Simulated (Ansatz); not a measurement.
## Ligand exchange: C3H10BN + GaH(NH2)2 → C2H9BN2 + GaH(CH3)(NH2)

Species: C3H10BN `CBN(C)C`, singlet; GaH(NH2)2, singlet; C2H9BN2 `CN(C)BN`, singlet; GaH(CH3)(NH2), singlet. The partners trade CH3 for NH2: B–CH3 and Ga–NH2 bonds give way to B–NH2 and Ga–CH3.

Shapes, held fixed at every level: PBE0-D4/def2-TZVP. Flexible molecules stand in one conformer, not always the lowest. Programs: Ansatz 0.2.0. The zero-point and thermal change to 298 K, harmonic and unscaled (PBE0-D4/def2-TZVP), is +1.5 kJ/mol.

| level | kind | ΔH(298 K) (kJ/mol) | less CCSD(T)/def2-TZVPP |
| --- | --- | --- | --- |
| HF/def2-SVP | Hartree–Fock | -44.7 | -7.2 |
| SPW92/def2-TZVPP | LDA | -45.8 | -8.3 |
| PBE-D4/def2-TZVPP | GGA | -43.9 | -6.4 |
| PBE0-D4/def2-TZVPP | global hybrid | -43.1 | -5.6 |
| r2SCAN0-D4/def2-TZVPP | global hybrid | -42.1 | -4.6 |
| CCSD(T)/def2-SVP | coupled cluster or CI | -41.3 | -3.8 |
| CCSD/def2-SVP | coupled cluster or CI | -41.3 | -3.8 |
| CCSD(T)/def2-TZVPP | coupled cluster or CI | -37.5 | 0.0 |

The highest level, CCSD(T)/def2-TZVPP, gives ΔH(298 K) = -37.5 kJ/mol; the levels span -45.8 to -37.5. The column of differences is taken from that level and isn't an error. No measured value is set beside it here. Relativity is left out for Ga unless named. Correlated rows may include outer-core shells of Ga, which these sets cover unevenly.

The exchange is exothermic at every level, so amide prefers boron and methyl prefers gallium in these monomers. The main reason is probably π donation: the nitrogen lone pair overlaps well with the compact, empty 2p orbital of boron but less effectively with the more diffuse 4p orbital of gallium, while methyl has no lone pair to offer either centre. The preference survives even though boron already carries a dimethylamino group, which competes for the same empty orbital.

The sign is secure across these methods, the magnitude less so. In the smaller basis, CCSD and CCSD(T) both give -41.3 kJ/mol, so perturbative triples hardly matter there, whereas enlarging the basis brings CCSD(T) to -37.5 kJ/mol. Basis convergence therefore probably limits the result more than the triples do, and the spacing between the density functionals and the highest level is no firm ranking of their accuracy. The preference need not carry over quantitatively to condensed phases, where gallium amides commonly associate through bridging nitrogen.
